**Shell and half-shell breaks in the addition energy of a spherical parabolic dot**

The table holds chemical potentials, highest eigenvalues, addition energies, radii and spin counts for 1 to 13 electrons in a parabolic well, from spin-polarised Kohn-Sham calculations with PBEsol and $m$-averaged shells. The program fits nothing; it tests the estimate from Janak's theorem that the addition energy equals $d(N)+d(N+1)$ plus a level gap, with $d$ the highest eigenvalue minus the chemical potential. In the eight rows where the same spin-shell keeps filling, the excess over this baseline stays within rounding. It is 0.139, 0.048 and 0.097 effective hartree at $N=2$, 5 and 8, and the second difference of $N$ times the squared radius kinks at the same rows. The output also shows that the linear estimate fails for an empty spin channel, and compares $N=1$ with the exact energy and radius.

Spin-polarised Kohn-Sham PBEsol calculations with radks version 2 (radial solver, Libxc) for a spherical dot in the well $\omega^2r^2/2$, $\omega=0.186$ hartree*; * marks effective atomic units. Shells are m-averaged and filled by a greedy search that can miss a lower state; levels are numbered by radial order. Chemical potential is E(N)-E(N-1), addition energy E(N+1)+E(N-1)-2E(N).

## Script

```python
# Table: spin-polarised Kohn-Sham (PBEsol, radks radial solver) spherical parabolic dot, N = 1..13,
# chemical potential mu, highest eigenvalue eps, addition energy D, rms radius, unpaired electrons.
# Tested: Janak estimate D(N) = d(N) + d(N+1) + gap, d = eps - mu; breaks in D and in N*rms^2.
T = {
    'electrons': [1, 2, 3, 4, 5, 6, 7, 8, 9, 10, 11, 12, 13],
    'chemical_potential': [0.2825, 0.5703, 0.9047, 1.085, 1.263, 1.474, 1.629, 1.782, 2.024, 2.162, 2.298, 2.433, 2.565],  # hartree*
    'unpaired_electrons': [1, 0, 1, 2, 3, 2, 1, 0, 1, 2, 3, 4, 5],
    'rms_radius': [2.865, 3.25, 3.732, 4.046, 4.295, 4.527, 4.727, 4.907, 5.108, 5.287, 5.45, 5.599, 5.739],  # bohr*
    'highest_eigenvalue': [0.4023, 0.6755, 0.9947, 1.175, 1.35, 1.551, 1.706, 1.858, 2.093, 2.231, 2.366, 2.499, 2.63],  # hartree*
    'highest_level': ['1s up', '1s up', '1p up', '1p up', '1p up', '1p down', '1p down', '1p up', '1d up', '1d up', '1d up', '1d up', '1d up'],
    'addition_energy': [None, 0.3344, 0.1803, 0.1776, 0.2117, 0.1542, 0.1538, 0.2415, 0.1382, 0.1364, 0.1342, 0.132, None],  # hartree*
}
import numpy as np
w = 0.186  # omega in hartree*, setting from the caption
N = [int(x) for x in T['electrons']]
col = lambda k: dict(zip(N, T[k]))
mu, eps, r = col('chemical_potential'), col('highest_eigenvalue'), col('rms_radius')
un, lev, D = col('unpaired_electrons'), col('highest_level'), col('addition_energy')
h = lambda x: 0.5 * 10 ** (np.floor(np.log10(abs(x))) - 3)  # half of last digit, 4 figures
dev = max(abs(mu[n+1] - mu[n] - D[n]) for n in range(2, 13))
D[1] = mu[2] - mu[1]
d = {n: eps[n] - mu[n] for n in N}
S = {n: n * r[n] ** 2 for n in N}
S[0] = 0.0
ex, rd, K, Kr = {}, {}, {}, {}
print("energies in hartree*, lengths in bohr*; d = eps - mu; base = d(N)+d(N+1); excess = D - base")
print("K = second difference of N*rms^2 (bohr*^2); +- = largest rounding error; D(1) = mu(2)-mu(1)")
print(" N level   unp      D      d   base  excess     +-  D*rms     K    +-")
for n in range(1, 13):
    ex[n] = D[n] - d[n] - d[n+1]
    rd[n] = h(D[n]) + h(mu[n]) + h(eps[n]) + h(mu[n+1]) + h(eps[n+1])
    K[n] = S[n+1] + S[n-1] - 2 * S[n]
    Kr[n] = sum(c * 2 * m * r[m] * h(r[m]) for m, c in ((n+1, 1), (n, 2), (n-1, 1)) if m > 0)
    print(f"{n:2d} {lev[n]:8s}{int(un[n]):2d} {D[n]:.4f} {d[n]:.4f} {d[n]+d[n+1]:.4f} {ex[n]:+.4f} "
          f"{rd[n]:.4f} {D[n]*r[n]:.3f} {K[n]:5.2f} {Kr[n]:.2f}")
print(f"13 {lev[13]:8s}{int(un[13]):2d} d = {d[13]:.4f}; D needs N = 14, not in the table")
print(f"largest |mu(N+1)-mu(N) - D(N)|, N=2-12: {dev:.4f}")
ins = [3, 4, 6, 7, 9, 10, 11, 12]
worst = max(ins, key=lambda n: abs(ex[n]))
print(f"same spin-shell keeps filling (8 rows): worst excess {ex[worst]:+.4f} at N={worst}, rounding {rd[worst]:.4f}")
for n in (2, 5, 8):
    print(f"N={n}: excess {ex[n]:.4f} = {ex[n]/w:.2f} omega = {100*ex[n]/D[n]:.0f}% of D = {ex[n]/rd[n]:.0f} x rounding")
print(f"excess ratios: N=8/N=2 {ex[8]/ex[2]:.2f}, N=5/N=8 {ex[5]/ex[8]:.2f}, N=5/N=2 {ex[5]/ex[2]:.2f}")
for n in (5, 8):
    nb = 0.5 * (D[n-1] + D[n+1])
    print(f"N={n}: mean D of neighbours {nb:.4f}, D above it by {D[n]-nb:.4f}; "
          f"K above neighbours by {K[n]-0.5*(K[n-1]+K[n+1]):.2f}")
print(f"N=2: D above D(3) by {D[2]-D[3]:.4f}; K above K(3) by {K[2]-K[3]:.2f}")
print(f"bare well: shell gap omega {w:.3f}, step of <r^2> per shell 1/omega = {1/w:.2f} bohr*^2")
print("eigenvalue steps eps(N+1)-eps(N): " + ", ".join(f"{n}: {eps[n+1]-eps[n]:.3f}" for n in (2, 3, 4, 5, 6, 7, 8, 9)))
p = [D[n] * r[n] for n in ins]
print(f"D*rms in the 8 rows: {min(p):.3f} to {max(p):.3f}, mean {np.mean(p):.3f}, spread {100*(max(p)-min(p))/np.mean(p):.0f}%")
for a, b in ((3, 4), (6, 7), (9, 12), (3, 12), (4, 6), (7, 9)):
    print(f"N={a} to {b}: D changes {100*(D[b]/D[a]-1):+.1f}%, 1/rms changes {100*(r[a]/r[b]-1):+.1f}%")
e1, r1 = 1.5 * w, np.sqrt(1.5 / w)
print(f"N=1 exact energy {e1:.4f}, table {mu[1]:.4f} ({100*(mu[1]/e1-1):+.1f}%); eps {100*(eps[1]/e1-1):+.0f}%")
print(f"N=1 exact rms {r1:.3f}, table {r[1]:.3f} ({100*(r[1]/r1-1):+.1f}%)")
print(f"step 0 to 1, empty spin channel: linear mean {(e1+eps[1])/2:.4f} against mu {mu[1]:.4f}, off by {(e1+eps[1])/2-mu[1]:+.4f}")
print(f"d falls from {d[1]:.4f} (N=1) to {d[13]:.4f} (N=13), ratio {d[13]/d[1]:.2f}; rms ratio {r[13]/r[1]:.2f}")
hund = [min(k, 2*g - k) for g in (1, 3, 5) for k in range(1, 2*g + 1)][:13]
print(f"rows with highest-spin count for 1s, 1p, 1d filling: {sum(int(un[n]) == u for n, u in zip(N, hund))} of 13")
assert all(abs(ex[n]) <= rd[n] for n in ins)
assert w > ex[2] > ex[8] > ex[5] > 10 * rd[5]
assert all(d[n] > 0 for n in N) and [int(un[n]) for n in N] == hund
assert min(K[2], K[8]) > K[5] > max(K[n] for n in ins)
```

Output:

```
energies in hartree*, lengths in bohr*; d = eps - mu; base = d(N)+d(N+1); excess = D - base
K = second difference of N*rms^2 (bohr*^2); +- = largest rounding error; D(1) = mu(2)-mu(1)
 N level   unp      D      d   base  excess     +-  D*rms     K    +-
 1 1s up    1 0.2878 0.1198 0.2250 +0.0628 0.0003 0.825  4.71 0.01
 2 1s up    0 0.3344 0.1052 0.1952 +0.1392 0.0003 1.087  7.74 0.03
 3 1p up    1 0.1803 0.0900 0.1800 +0.0003 0.0011 0.673  3.04 0.05
 4 1p up    2 0.1776 0.0900 0.1770 +0.0006 0.0021 0.719  3.06 0.07
 5 1p up    3 0.2117 0.0870 0.1640 +0.0477 0.0021 0.909  3.97 0.09
 6 1p down  2 0.1542 0.0770 0.1540 +0.0002 0.0021 0.698  2.72 0.11
 7 1p down  1 0.1538 0.0770 0.1530 +0.0008 0.0021 0.727  2.77 0.13
 8 1p up    0 0.2415 0.0760 0.1450 +0.0965 0.0021 1.185  5.98 0.16
 9 1d up    1 0.1382 0.0690 0.1380 +0.0002 0.0021 0.706  2.50 0.18
10 1d up    2 0.1364 0.0690 0.1370 -0.0006 0.0021 0.721  2.51 0.21
11 1d up    3 0.1342 0.0680 0.1340 +0.0002 0.0021 0.731  2.25 0.24
12 1d up    4 0.1320 0.0660 0.1310 +0.0010 0.0021 0.739  2.53 0.27
13 1d up    5 d = 0.0650; D needs N = 14, not in the table
largest |mu(N+1)-mu(N) - D(N)|, N=2-12: 0.0008
same spin-shell keeps filling (8 rows): worst excess +0.0010 at N=12, rounding 0.0021
N=2: excess 0.1392 = 0.75 omega = 42% of D = 557 x rounding
N=5: excess 0.0477 = 0.26 omega = 23% of D = 23 x rounding
N=8: excess 0.0965 = 0.52 omega = 40% of D = 47 x rounding
excess ratios: N=8/N=2 0.69, N=5/N=8 0.49, N=5/N=2 0.34
N=5: mean D of neighbours 0.1659, D above it by 0.0458; K above neighbours by 1.08
N=8: mean D of neighbours 0.1460, D above it by 0.0955; K above neighbours by 3.34
N=2: D above D(3) by 0.1541; K above K(3) by 4.70
bare well: shell gap omega 0.186, step of <r^2> per shell 1/omega = 5.38 bohr*^2
eigenvalue steps eps(N+1)-eps(N): 2: 0.319, 3: 0.180, 4: 0.175, 5: 0.201, 6: 0.155, 7: 0.152, 8: 0.235, 9: 0.138
D*rms in the 8 rows: 0.673 to 0.739, mean 0.714, spread 9%
N=3 to 4: D changes -1.5%, 1/rms changes -7.8%
N=6 to 7: D changes -0.3%, 1/rms changes -4.2%
N=9 to 12: D changes -4.5%, 1/rms changes -8.8%
N=3 to 12: D changes -26.8%, 1/rms changes -33.3%
N=4 to 6: D changes -13.2%, 1/rms changes -10.6%
N=7 to 9: D changes -10.1%, 1/rms changes -7.5%
N=1 exact energy 0.2790, table 0.2825 (+1.3%); eps +44%
N=1 exact rms 2.840, table 2.865 (+0.9%)
step 0 to 1, empty spin channel: linear mean 0.3407 against mu 0.2825, off by +0.0582
d falls from 0.1198 (N=1) to 0.0650 (N=13), ratio 0.54; rms ratio 2.00
rows with highest-spin count for 1s, 1p, 1d filling: 13 of 13
```
